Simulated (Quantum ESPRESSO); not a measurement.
# Work function, top-layer force and surface energy of unrelaxed Pt(110) films of three to eight layers in PBE and RPBE

Platinum has a nearly full d band, and its (110) face is an open, ridged one: a top-layer atom keeps seven of the twelve nearest neighbours it has in the bulk. How strongly such a face holds its electrons and its outer atoms matters for catalysts and metal contacts, and a slab calculation describes it only if the film is thick enough. We examine how the work function, the force on the top layer and the surface energy change from three to eight layers, in PBE and RPBE. The work function is the vacuum level less the Fermi level. The films are unrelaxed 1×1 slabs, whereas the clean face of real platinum rebuilds, so the comparison is between thicknesses and functionals, not with experiment.

## Systems and settings

Quantum ESPRESSO 7.5 (pw.x), driven by a script. Symmetric 1×1 slabs of Pt(110) (fcc) at the tabulated measured lattice constant, atoms at bulk places, 7.5 Å of empty space on each side as the script builds them, with open boundaries by the effective screening medium. Mesh 8×12×1 for all thicknesses, Marzari-Vanderbilt smearing of 0.02 Ry, spin-paired, no spin-orbit coupling. PBE, GBRV ultrasoft: cutoffs 40 and 200 Ry; RPBE, GBRV ultrasoft made under PBE: cutoffs 40 and 200 Ry. The excess energy is the slab's energy less the number of layers times the slope of a straight line through the thicker slabs; it is twice the surface energy per cell.

Notes on method and selection:

- Confinement between the two faces quantises the states along the normal, so values can oscillate with thickness.
- The measured lattice constant is no functional's own, which adds to the force.
- Measured work functions of the rebuilt (100) and (110) faces of Au, Pt and Ir, of Ta(111), and of polycrystals are not set beside the runs.
- Runs in which the search for lower states was switched off are not listed.
- Runs that did not converge, have known faults or may not be shown are not listed, and runs on Ansatz's PAW sets soft_1 and soft_2 are kept to separate tables.

Columns:

- layers: number of atomic layers.
- Φ (eV): work function: vacuum level outside the slab less the Fermi level.
- force (eV/Å): force on the top atom along the outward normal; negative pulls it inwards.
- excess energy (meV): excess energy of the slab, both faces, per 1×1 cell.

## Computed values

| member | layers | Φ (eV), PBE, GBRV ultrasoft | Φ (eV), RPBE, GBRV ultrasoft made under PBE | force (eV/Å), PBE, GBRV ultrasoft | force (eV/Å), RPBE, GBRV ultrasoft made under PBE | excess energy (meV), PBE, GBRV ultrasoft | excess energy (meV), RPBE, GBRV ultrasoft made under PBE |
| --- | --- | --- | --- | --- | --- | --- | --- |
| 3 layers | 3 | 5.470 | 5.302 | −0.349 | −0.091 | 2668 | 2250 |
| 4 layers | 4 | 5.383 | 5.222 | −0.213 | 0.049 | 2627 | 2208 |
| 5 layers | 5 | 5.267 | 5.095 | −0.528 | −0.272 | 2624 | 2205 |
| 6 layers | 6 | 5.399 | 5.237 | −0.376 | −0.114 | 2658 | 2241 |
| 7 layers | 7 | ? | 5.094 | ? | −0.266 | ? | 2204 |
| 8 layers | 8 | 5.341 | 5.173 | −0.459 | −0.203 | 2627 | 2209 |

Cells marked ? are withheld until the estimate has been made.

## Interpretation

The work function does not settle steadily as layers are added. In RPBE it falls from 5.302 eV at three layers to 5.095 eV at five, rises to 5.237 eV at six, drops to 5.094 eV at seven and rises again at eight. The last step is still 5.173 − 5.094 = 0.079 eV, so eight layers do not give a work function converged to a few hundredths of an eV. The PBE values shown follow the same pattern.

Confinement is the likely cause. Electron waves must fit between the two faces, and each added layer moves the allowed levels relative to the Fermi level, which changes the filling and the charge that spills out at the surface. Both functionals share one k-point mesh, so incomplete sampling of these levels may add to the swings.

The excess energy varies much less in proportion: the PBE values span 2668 − 2624 = 44 meV, under 2% of the total. Counting bonds explains the near constancy, since every film from three layers up lacks the same twelve nearest neighbours per cell, summed over its atoms: at each face five for the top atom and one for the atom in the second layer. Half the excess is the surface energy, for five layers in PBE 2624 / 2 = 1312 meV per surface cell. The small variations partly go along with those of the work function: three and six layers have the highest values of both quantities.

The force is the most sensitive of the three. In PBE it always pulls the top atom inwards, as expected where lost neighbours strengthen the remaining bonds, but its size runs from 0.213 to 0.528 eV/Å. RPBE shifts it outwards by about 0.26 eV/Å at each thickness shown in both, enough to reverse its sign at four layers. RPBE prefers a larger lattice than PBE, so at the measured lattice constant its films are more compressed, which pushes the top atom outwards. RPBE also lowers the excess energy, by 2627 − 2209 = 418 meV at eight layers and nearly the same at the others, in line with its weaker bonding.

## Prediction

Plain estimates from the members shown:

- 7 layers (PBE, GBRV ultrasoft), straight-line interpolation between 6 layers and 8 layers: w = (7 − 6) / (8 − 6) = 0.500, so 5.399 + 0.500 × (5.341 − 5.399) = 5.370 eV
- 7 layers (PBE, GBRV ultrasoft), from its own RPBE, GBRV ultrasoft made under PBE value plus the mean shift PBE, GBRV ultrasoft − RPBE, GBRV ultrasoft made under PBE over the other 5 members (+0.166, standard deviation 0.0041): 5.094 + 0.166 = 5.260 eV

Interpolating between six and eight layers ignores the oscillation. In RPBE the same step gives (5.237 + 5.173) / 2 = 5.205 eV, which is too high by 5.205 − 5.094 = 0.111 eV. The RPBE result for seven layers is the better starting point, because the two functionals differ by nearly the same amount at every thickness shown in both.

We take that difference from the five-layer film, which is almost a twin of the seven-layer one in RPBE: the work functions differ by 0.001 eV, the forces by 0.006 eV/Å and the excess energies by 1 meV. Carrying the small RPBE change over to PBE gives 5.267 + (5.094 − 5.095) = 5.266 eV.

The same route can be tried on less closely matched pairs. Going from four to six layers it gives 5.383 + (5.237 − 5.222) = 5.398 eV, against 5.399 eV calculated. Going from eight to four layers it gives 5.341 + (5.222 − 5.173) = 5.390 eV, against 5.383 eV. The worst pair is five and four layers, with 5.267 + (5.222 − 5.095) = 5.394 eV against the same 5.383 eV.

The shift between the functionals scatters by 0.0041 eV. The route rests on the shifts of two films being equal. If they scatter independently, their difference scatters by the square root of two times as much, so the error is about 1.41 × 0.0041 = 0.006 eV. The mean shift would give 5.260 eV, which lies within that error.

**Committed estimate, 7 layers (PBE, GBRV ultrasoft): Φ = 5.266 ± 0.006 eV.**

## Check

| member | level | layers | Φ (eV) | force (eV/Å) | excess energy (meV) |
| --- | --- | --- | --- | --- | --- |
| 7 layers | PBE, GBRV ultrasoft | 7 | 5.261 | −0.518 | 2623 |

| member | estimate | Φ (eV) | computed | estimate − computed | miss in error bars |
| --- | --- | --- | --- | --- | --- |
| 7 layers (PBE, GBRV ultrasoft) | committed | 5.266 | 5.261 | +0.005 | 0.8 |
| 7 layers (PBE, GBRV ultrasoft) | interpolation | 5.370 | 5.261 | +0.109 |  |
| 7 layers (PBE, GBRV ultrasoft) | shift from RPBE, GBRV ultrasoft made under PBE | 5.260 | 5.261 | −0.001 |  |

The estimate of 5.266 eV is 0.005 eV above the computed 5.261 eV, inside its error bar of 0.006 eV. It is far better than the interpolation, which is 0.109 eV too high, and slightly worse than the mean shift from RPBE, which misses by 0.001 eV.

The transfer from RPBE worked, but preferring the five-layer film as a partner brought no gain. Its shift between the functionals, 5.267 − 5.095 = 0.172 eV, is the largest of the six, while seven layers have 5.261 − 5.094 = 0.167 eV. Differences this small may be no more than numerical scatter.

The likeness of the two films does carry over to PBE: their forces differ by 0.010 eV/Å and their excess energies by 1 meV. The swings with thickness therefore hardly depend on the choice between these functionals. That fits confinement, but an error from the shared k-point mesh could also repeat in both.

## Departures from the trend

Three layers have the highest PBE work function, 5.470 eV, which is 0.116 eV above the mean of the six films. This is the thinnest film, with a single layer between its two surface layers, so interaction between the faces and widely spaced confined levels are the likeliest reasons.

Four layers stand out in the force. The inward pull in PBE is only 0.213 eV/Å, against a mean of about 0.41 eV/Å over the six films, although the work function is close to average. Confinement can change the bonding of the top layer without an equal change in the work function, and the faces are again close together.

Six layers are odd in the excess energy: 2658 meV in PBE, while the neighbours at five and seven layers have 2624 and 2623 meV. An error in the fitted slope would add a steady drift with thickness, not a bump of about 34 meV at one film. Imperfect sampling of levels near the Fermi level is a plausible cause, as is a real confinement effect.

## Conclusions

From three to eight layers, the work function and the force swing with thickness, while the excess energy stays within 2% in PBE. Within this series, a missing PBE work function can be obtained to better than 0.01 eV from the RPBE value at the same thickness plus the mean shift between the functionals; the mean of the other PBE films typically misses by 0.08 eV. No single thickness should be taken as converged: from five to eight layers the PBE values average (5.267 + 5.399 + 5.261 + 5.341) / 4 = 5.317 eV, with a standard deviation of about 0.06 eV.

The seven-layer surface energy in PBE is 2623 / 2 = 1311.5 meV per surface cell. This applies to the unrelaxed, unrebuilt face; relaxing it or rebuilding it into missing rows would lower the value.
